Why is it harder to squeeze a crystal of CoSi₂ than to stretch it by the same amount? Near its resting volume a solid acts like a spring, and an ideal spring does not care which way it is pushed. This one does: taking away 6 % of the volume costs 30.4 meV per atom, adding 6 % only 24.6. The pressures are more lopsided still, with 13.78 GPa needed to hold the squeezed crystal and a tension of 9.95 GPa to hold the stretched one.

Fluorite-type CoSi₂ (Fm-3m) at volumes scaled from the relaxed cell, computed with Ansatz 0.2.0: PBEsol, plane-wave PAW, scalar-relativistic, no spin polarisation, 420 eV cutoff, Gamma-centred 14×14×14 k mesh, Gaussian smearing of 0.1 eV. Energies count from the minimum of a third-order Birch–Murnaghan fit; positive pressure means compression.

| volume per atom (Å³/atom) | energy over minimum (meV/atom) | pressure (GPa) |
| --- | --- | --- |
| 11.745 | 30.4 | 13.78 |
| 12.119 | 7.1 | 6.32 |
| 12.494 | 0.0 | -0.02 |
| 12.869 | 6.5 | -5.40 |
| 13.244 | 24.6 | -9.95 |

### A spring that softens as it opens

The pressure column shows where the asymmetry comes from. Its steps shrink from row to row although the volume steps are equal, so each further bit of expansion meets less resistance. The measure of that resistance is the bulk modulus, $B=-V\,dP/dV$, with $V$ the volume per atom and $P$ the pressure. Between the two most compressed rows it is 238 GPa, and between the two most stretched rows 158 GPa.

That is the loss of a third of the stiffness for a small change of bond length. The midpoints of these two intervals differ in volume by a factor of 13.06/11.93 = 1.09, and the cube root of this is 1.03. The four strained rows are single calculations at scaled volumes, without relaxation. None is needed, because the cubic cell has no free shape or atomic position. Every distance in it, Co–Si included, has therefore grown by just these 3 %.

The change is smooth, and the crystal is a metal in every row, so no switch of electronic state is needed to explain it. Magnetism was excluded in the calculation, and the curve therefore describes the nonmagnetic crystal only. The PAW datasets were made for the functional PBE, not PBEsol, and the effect of this on the stiffness was not tested.

### Why short bonds are stiff

Two tendencies balance at the resting volume. Electrons shared between cobalt and silicon pull the atoms together. Against this works the rise in kinetic energy when electrons are confined to less space and filled shells begin to overlap. At the resting volume the two forces cancel, but the repulsion changes more steeply with distance than the attraction. The repulsion therefore supplies the stiffness, and the attraction takes part of it away.

Squeezing moves the atoms up the steep repulsive wall. Stretching takes them away from it, and the crystal softens because the repulsion fades faster than the attraction. This is a general argument about cohesion, not a result of the scan; the calculation gives the total energy and does not separate the two parts.

### From pressures to energies

Let $d$ be the Co–Si distance, $d_0$ its value at the energy minimum, and $u=d/d_0-1$ its relative change. A bond that softens on stretching can be described by a Morse-like energy per atom,

$$E=\tfrac{9}{2}B_0V_0\left(\frac{1-e^{-gu}}{g}\right)^2 .$$

Here $V_0$ and $B_0$ are the volume and bulk modulus at the minimum, and $g$ measures the softening. For very small $g$ the bracket becomes $u$, which is a harmonic bond.

To find $g$, write the energy in terms of the relative volume change $x$, using $u\approx x/3-x^2/9$:

$$E\approx\tfrac12B_0V_0x^2\left[1-\frac{(2+g)\,x}{3}\right].$$

For any solid the same bracket reads $1-(B_0'+1)x/3$, where $B_0'$ is the rate at which the bulk modulus rises with pressure. Hence $g=B_0'-1$.

Both constants can be taken from the pressures. A straight line through the four bulk moduli between neighbouring rows gives $B_0$ = 193.5 GPa and $B_0'$ = 4.48, so $g$ = 3.48. Only $V_0$ = 12.49 Å³ comes from the energies.

The most compressed row serves as a worked case. Its Co–Si distance is 2.036 % short, so $u=-0.02036$. With 1 eV/Å³ = 160.2 GPa, the prefactor is 4.5 × 193.5 × 12.49/160.2 = 67.9 eV. The bracket is $(e^{0.0709}-1)/3.48=0.0211$, and its square times the prefactor gives 30.2 meV per atom, against 30.4 in the table.

The pressure of this row helped to set the line, but its energy did not. The model meets the other energies equally well, as the printed analysis below shows. Since pressure is the slope of the energy, the agreement shows that the two columns are consistent and that one softening constant is enough over this range. It does not prove that the energy resides in separate Co–Si bonds.

### How much is mere geometry?

Part of the asymmetry would be there even with perfectly harmonic bonds. Volume goes as the cube of distance, so removing 6 % of the volume shortens the bonds slightly more than adding 6 % lengthens them. A harmonic bond of the same stiffness therefore makes compression dearer by 1.9 meV per atom. The calculated difference is 5.8, so in this bond picture geometry accounts for about a third and the softening of the bonds for the rest.

The straight line for the bulk modulus has its limits too. Its local slope is (238 − 208.1)/(10.05 − 3.15) = 4.3 at the compressed end and (181.9 − 158.4)/(7.675 − 2.71) = 4.7 at the stretched end. The stiffness thus rises a little more slowly the harder the crystal is squeezed. Carried to much higher pressure, the line is therefore expected to make CoSi₂ too stiff.

### The stretched side in a contact layer

CoSi₂ is used as a contact on silicon, where a film that follows the silicon lattice is expected to be stretched in its plane. Take a stretch of 1 % as an example. The row at 12.869 Å³ has this stretch in all three directions and costs 6.5 meV per atom. A real film can lower its energy by becoming thinner, so this is a ceiling on its strain energy at that stretch. It amounts to about 0.08 J/m² for each nanometre of thickness.

At a fixed stretch the strain energy itself, like its ceiling, grows in proportion to thickness, which is why a thick film gains more than a thin one by letting go of the silicon lattice through dislocations. The real strain energy is expected to lie well below the ceiling. How far below depends on how the crystal resists a change of shape, and so does the stress in the film. A scan of volume alone does not probe that.

### A rule for similar solids

The bracket in the second formula gives a quick estimate for any solid whose $B_0'$ is known. For a volume change of size $x$, compression costs more than the symmetric spring value by the fraction $(B_0'+1)x/3$, and expansion costs less by the same fraction. Here that is 5.48 × 0.06/3 = 0.11, and the table gives (30.4 − 24.6)/(30.4 + 24.6) = 0.105. For a solid with $B_0'$ between 4 and 5 the rule gives about a tenth either way at 6 %, and half of that at 3 %.

Printed output of the fit:

```
Bulk modulus between each row and the one before:
     row  mid volume (Å³/atom)  mean pressure (GPa)  bulk modulus (GPa)
  12.119                 11.93                10.05                 238
  12.494                 12.31                 3.15               208.1
  12.869                 12.68                -2.71               181.9
  13.244                 13.06               -7.675               158.4
fit of bmid on 4 rows: constant 193.5 +/- 0.4, coefficient of pmid 4.481 +/- 0.061; rms 0.567, worst 13.244 0.645, leave-one-out rms 1.45
B0 from the energy fit (GPa): 194.4
B0' from the energy fit: 4.479
fall of the bulk modulus from first to last interval (%): 33.44
Energies over the minimum (meV/atom):
     row  change of Co-Si distance (%)  computed  quadratic in volume  harmonic bond  anharmonic bond
  11.745                        -2.036      30.4                27.01          28.13            30.21
  12.119                        -1.007       7.1                6.743           6.88            7.127
  12.494                      0.003896         0             0.000103       0.000103         0.000103
  12.869                        0.9946       6.5                6.849          6.714            6.486
  13.244                         1.966      24.6                27.29          26.24            24.51
extra cost of 6 % compression over 6 % expansion, computed (meV/atom): 5.8
the same, quadratic in volume (meV/atom): -0.284
the same, harmonic bond (meV/atom): 1.891
the same, anharmonic bond (meV/atom): 5.695
share of the extra cost given by the harmonic bond (%): 32.6
largest miss of the anharmonic bond in any row (meV/atom): 0.1902
size of pressure at 6 % compression over that at 6 % expansion: 1.385
ceiling on film strain energy at 1 % in-plane stretch (meV/atom): 6.5
the same per area for each nm of thickness (J/m²): 0.08336
```
